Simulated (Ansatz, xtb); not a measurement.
**Relative energy of two isomers of Al2H2O2**

Structure a: `[OH][AlH][O][Al]`, a singlet. Structure b: `[OH][Al]1[O][AlH]1`, a singlet. Both are isolated molecules in the gas phase, relaxed with PBE-D3(BJ)/def2-SVP; the shapes shown needn't be the lowest conformers.

a (Å):

```yaml
atoms:
  - { symbol: Al, position_ang: [0.0004, -0.9039, 0.2345] }
  - { symbol: Al, position_ang: [-1.0850, 2.3437, 0.6556] }
  - { symbol: O, position_ang: [1.6498, -1.3531, 0.0975] }
  - { symbol: O, position_ang: [-0.4865, 0.7361, 0.4440] }
  - { symbol: H, position_ang: [2.3844, -0.7208, 0.1298] }
  - { symbol: H, position_ang: [-1.0457, -2.0876, 0.1567] }
```

b (Å):

```yaml
atoms:
  - { symbol: Al, position_ang: [-0.6540, 0.5478, -0.9218] }
  - { symbol: Al, position_ang: [-1.0491, -0.4852, 1.1834] }
  - { symbol: O, position_ang: [-1.3147, -1.3117, 2.6602] }
  - { symbol: O, position_ang: [-0.5906, -1.1311, -0.4065] }
  - { symbol: H, position_ang: [-0.3911, 1.2587, -2.3331] }
  - { symbol: H, position_ang: [-1.2234, -2.2773, 2.7316] }
```

Q: Estimate which is lower in electronic energy at CCSD(T)/def2-TZVP, and by roughly how much.

A: The CCSD(T)/def2-TZVP calculation puts structure a lower, by 36.1 kcal/mol.

How the difference moves with the method:

```tsv
level	geometry	E(b) − E(a) (kcal/mol)	departure from the last row (kcal/mol)	job, with rough time for the two
GFN2-xTB	GFN2-xTB	+21.7	−14.4	optimisation, 0.9 s
HF/STO-3G	GFN2-xTB	+94.0	+57.9	single point, 0.74 s
r2SCAN-D4/def2-SVP	GFN2-xTB	+36.0	−0.1	single point, 5.4 s
PBE-D3(BJ)/def2-SVP	PBE-D3(BJ)/def2-SVP	+31.4	−4.7	optimisation, 78 s
HF/def2-TZVP	PBE-D3(BJ)/def2-SVP	+44.5	+8.5	part of the CCSD(T) run
MP2/def2-TZVP	PBE-D3(BJ)/def2-SVP	+34.9	−1.2	part of the CCSD(T) run
CCSD(T)/def2-TZVP	PBE-D3(BJ)/def2-SVP	+36.1		single point, 96 s
```

As drawn, b has 1 Al–Al more. Structure a has no ring, b a 3-membered ring.

None of the levels shown reverses the order. The largest departure from CCSD(T)/def2-TZVP is that of HF/STO-3G, 57.9 kcal/mol.

With harmonic frequencies from PBE-D3(BJ)/def2-SVP (ideal gas, rigid rotor, one conformer each, 298.15 K, 1 atm): the zero-point term adds −0.6 kcal/mol; ΔH is +35.5 and ΔG +35.9 kcal/mol.

The correlated steps freeze 12 core orbitals. Run with Ansatz 0.2.0, xtb 6.7.1; the last row on 1 thread of Intel(R) Xeon(R) Processor @ 2.50GHz (Skylake/Cascade Lake) on a shared host.

The open isomer a is clearly favoured, even though b has an additional Al–Al bond. Both structures contain the same number of Al–O, Al–H and O–H bonds, so the contrast is essentially between mixed-valent Al(III)/Al(I) in a and two formally Al(II) centres in b. In a, the terminal aluminium keeps its 3s pair largely non-bonding, whereas forming the Al–Al bond in b draws 3s character into bonding. The ring also forces a narrow angle at oxygen, where a strongly polar Al–O–Al link prefers to be wide. Promotion cost and strain together probably outweigh the gain from the metal–metal bond.

Correlation narrows the gap from +44.5 kcal/mol at HF/def2-TZVP to +36.1 kcal/mol with CCSD(T), plausibly because the compact, Al–Al-bonded ring gains more correlation energy. Thermal and entropic terms barely alter the preference, so it is electronic in origin. The energy difference says nothing about the barrier to ring opening, and b could still be a persistent species under cold, isolated conditions.
